# Solution key: long-range exchange and bright-exciton spin (valley) relaxation

**Problem.** Derive the longitudinal–transverse (L–T) splitting of a two-dimensional bright exciton and the decay rate of its circular polarisation. Compare a GaAs well with a MoS$_2$ monolayer.

**Conventions.** Gaussian units, time factor $e^{-i\omega t}$, in-plane wave vector $\mathbf K=K(\cos\varphi,\sin\varphi)$. The states $|\pm\rangle=(|x\rangle\pm i|y\rangle)/\sqrt2$ are the heavy-hole excitons $J_z=\pm1$ in the well and the two valley excitons in the monolayer. The surroundings are isotropic with optical constant $\varepsilon=n^2$, and $k_0=nE_0/\hbar c$.

## (a) Splitting

A sheet $\mathbf P\,\delta(z)e^{i\mathbf K\cdot\boldsymbol\rho}$ produces at $z=0$
$$E_T=\frac{2\pi i k_0^2}{\varepsilon k_z}P_T,\qquad E_L=\frac{2\pi i k_z}{\varepsilon}P_L,\qquad k_z=\sqrt{k_0^2-K^2}.$$
The exciton obeys $\hbar(\omega_0-\omega)P=D^2E$, where $D^2$ is the squared transition dipole per unit area. At $K=0$ this gives $\omega=\omega_0-i\Gamma_0$ with $\hbar\Gamma_0=2\pi k_0D^2/\varepsilon$. The population decays at $2\Gamma_0$, so $\Gamma_0=1/(2\tau_0)$. For $K>k_0$, $k_z=i\sqrt{K^2-k_0^2}$ and the shifts are real, L upward and T downward:
$$\Omega=\omega_L-\omega_T=\Gamma_0\frac{K^2}{k_0\sqrt{K^2-k_0^2}}\;\to\;\Gamma_0\frac{K}{k_0}\quad(K\gg k_0).$$
In this limit only L moves, $H=\hbar\Omega|L\rangle\langle L|$. With $\langle\pm|L\rangle=e^{\mp i\varphi}/\sqrt2$,
$$H=\frac{\hbar\Omega}{2}\begin{pmatrix}1&e^{-2i\varphi}\\ e^{2i\varphi}&1\end{pmatrix}=\frac{\hbar\Omega}{2}+\frac{\hbar}{2}\boldsymbol\Omega\cdot\boldsymbol\sigma,\qquad \boldsymbol\Omega=\Omega(\cos2\varphi,\sin2\varphi,0).$$

**Cut-off at large $K$.** Write $\Omega=\Gamma_0(K/k_0)/(1+K\ell)$. For a monolayer this is Rytova–Keldysh screening with $\ell=r_0/\kappa$, $\kappa=n^2$. A well matched to its barriers has no $r_0$. Its factor is $\langle e^{-K|z-z'|}\rangle$ over the electron–hole overlap, $(2/L)\cos^2(\pi z/L)$ for infinite barriers. Matching the linear term gives $\ell=\langle|z-z'|\rangle=(1/3-5/4\pi^2)L=0.207L$. At $KL=2$ the exact factor is 0.69 and this form gives 0.71.

## (b) Relaxation

The pseudospin obeys $\dot{\mathbf S}_{\mathbf K}=\boldsymbol\Omega\times\mathbf S_{\mathbf K}+\text{collisions}$. For elastic, spin-conserving scattering, let $S_z$ and $J$ be the angular averages of $S_{\mathbf K,z}$ and $(\boldsymbol\Omega\times\mathbf S_{\mathbf K})_z$. $J$ picks out second harmonics, which decay at $1/\tau_2=\int W(\theta)(1-\cos2\theta)\,d\theta$, with $W$ the scattering rate per angle. Then
$$\dot S_z=J,\qquad \dot J=-\Omega^2S_z-J/\tau_2 .$$
The slow decay rate is $\left[1-\sqrt{1-4\Omega^2\tau_2^2}\right]/2\tau_2=\Omega^2\tau_2(1+\Omega^2\tau_2^2+\dots)$. For $\Omega\tau_2>1/2$ the polarisation oscillates with damping time $2\tau_2$. For $\Omega\tau_2\ll1$, and energy exchange faster than depolarisation,
$$\frac1{\tau_v}=\langle\Omega^2\tau_2\rangle ,$$
the mechanism of Maialle, de Andrada e Silva and Sham (1993). A Boltzmann gas with parabolic dispersion and constant $\tau_2$ gives
$$\frac1{\tau_v}=\Big(\frac{\Gamma_0K_T}{k_0}\Big)^2G(\beta)\,\tau_2,\quad K_T^2=\frac{2Mk_BT}{\hbar^2},\quad \beta=K_T\ell,\quad G=\int_0^\infty\frac{x\,e^{-x}dx}{(1+\beta\sqrt x)^2}.$$

## (c) Inputs and results

**GaAs, $L=10$ nm.** Compiled values (Vurgaftman 2001): $m_e=0.067$, $\gamma_1=6.98$, $\gamma_2=2.06$. Without heavy–light mixing the in-plane hole mass is $1/(\gamma_1+\gamma_2)=0.111$, so $M=0.178\,m_0$. The exchange field oscillates far above the LO phonon (293 cm$^{-1}$, Han 2011, or 36 meV), so the lattice does not screen it and $\varepsilon=10.88$ (Skelton 2020). Typical inputs: $E_0\approx1.55$ eV, $\tau_0\approx12$ ps. Hence $k_0=0.0259$ nm$^{-1}$, $\hbar\Gamma_0=27$ µeV, $\ell=2.07$ nm.

**MoS$_2$ embedded in SiO$_2$.** Approximate inputs: $M\approx1.0\,m_0$, $E_0\approx1.9$ eV, $n\approx1.46$, $r_0\approx4$ nm, and an illustrative $\tau_0=0.5$ ps. Hence $k_0=0.0141$ nm$^{-1}$, $\hbar\Gamma_0=0.66$ meV, $\ell=1.88$ nm.

All $\tau_2$ are assumed; $\Omega_{\rm rms}=\langle\Omega^2\rangle^{1/2}$.

| Case | $T$ (K) | $\tau_2$ (ps) | $K_T$ (nm$^{-1}$) | $\beta$ | $G$ | $\hbar\Omega_{\rm rms}$ (meV) | $\Omega_{\rm rms}\tau_2$ | model $\tau_v$ (ps) |
|---|---|---|---|---|---|---|---|---|
| A GaAs | 10 | 2 | 0.063 | 0.13 | 0.73 | 0.057 | 0.17 | 66 |
| B GaAs | 40 | 2 | 0.127 | 0.26 | 0.56 | 0.10 | 0.31 | 21 |
| C GaAs, cleaner | 10 | 8 | 0.063 | 0.13 | 0.73 | 0.057 | 0.70 | formula invalid |
| D MoS$_2$ | 10 | 0.3 | 0.150 | 0.28 | 0.54 | 5.2 | 2.4 | formula invalid |
| E MoS$_2$ | 300 | 0.02 | 0.824 | 1.55 | 0.13 | 14 | 0.42 | 0.1 |

## (d) Trend

**Material.** The slope $\hbar\Gamma_0/k_0=2\pi D^2/\varepsilon$ is 1.06 meV nm in the well and 47 meV nm in the monolayer. The ratio 44 splits into 5.1 from $\varepsilon$ and 8.7 from $D^2$. At 10 K the mass adds $\sqrt{M\text{ ratio}}=2.4$ and the cut-off $\sqrt{G\text{ ratio}}=0.86$, so $\Omega_{\rm rms}$ is about 90 times larger in D than in A.

**Temperature.** At fixed $\tau_2$ the rate goes as $TG$. From A to B it grows 3.1 times rather than 4. In the monolayer $\hbar\Omega$ saturates at $\hbar\Gamma_0/k_0\ell=25$ meV for $K\ell\gg1$, and further temperature dependence comes from $\tau_2$.

**Scattering.** $\tau_v\propto1/\tau_2$: disorder preserves the polarisation (motional narrowing). In C the shells with $\Omega\tau_2>1/2$ oscillate and damp in $2\tau_2=16$ ps.

## (e) Size of neglected terms

- *Finite $\Omega\tau_2$* raises the rate by the fraction $\tau_2^2\langle\Omega^4\rangle/\langle\Omega^2\rangle$, which lies between $\Omega_{\rm rms}^2\tau_2^2$ and twice that: at most 6 % in A and 19 % in B, at least 18 % in E.
- *Retardation.* Without cut-off $\Omega^2/\Gamma_0^2=K^2/k_0^2+1+k_0^2/(K^2-k_0^2)$. The second term raises the rate by $k_0^2/K_T^2$, 17 % in A and 4 % in B. The third is of relative order $(k_0/K_T)^4$ times a logarithm cut off near the cone. In A, 15 % of the gas lies inside the cone and radiates.
- *Index.* A typical near-gap $n\approx3.6$ at fixed $\tau_0$ lowers the GaAs rates by 16 %. Band mixing makes $M$ heavier and the rates larger.
- *Monolayer.* In D, $\hbar\Omega_{\rm rms}$ exceeds $k_BT=0.86$ meV, so the L branch is depleted and the parabolic average fails as well. In E, $\hbar/\tau_2=33$ meV exceeds $k_BT=26$ meV, so $K$ is poorly defined and only the order of magnitude stands.
- Separate electron and hole spin flips into dark states act in parallel and are not included.

The GaAs entries are the model's and hold to about 20 % for the stated inputs. $\tau_2=2$ ps was chosen to give the tens of picoseconds typical of such wells at low temperature, so case A tests nothing. Valley depolarisation in MoS$_2$ monolayers typically takes a fraction of a picosecond to a few picoseconds. The model's 0.1 ps lies at the fast edge of that range and may be several times too short.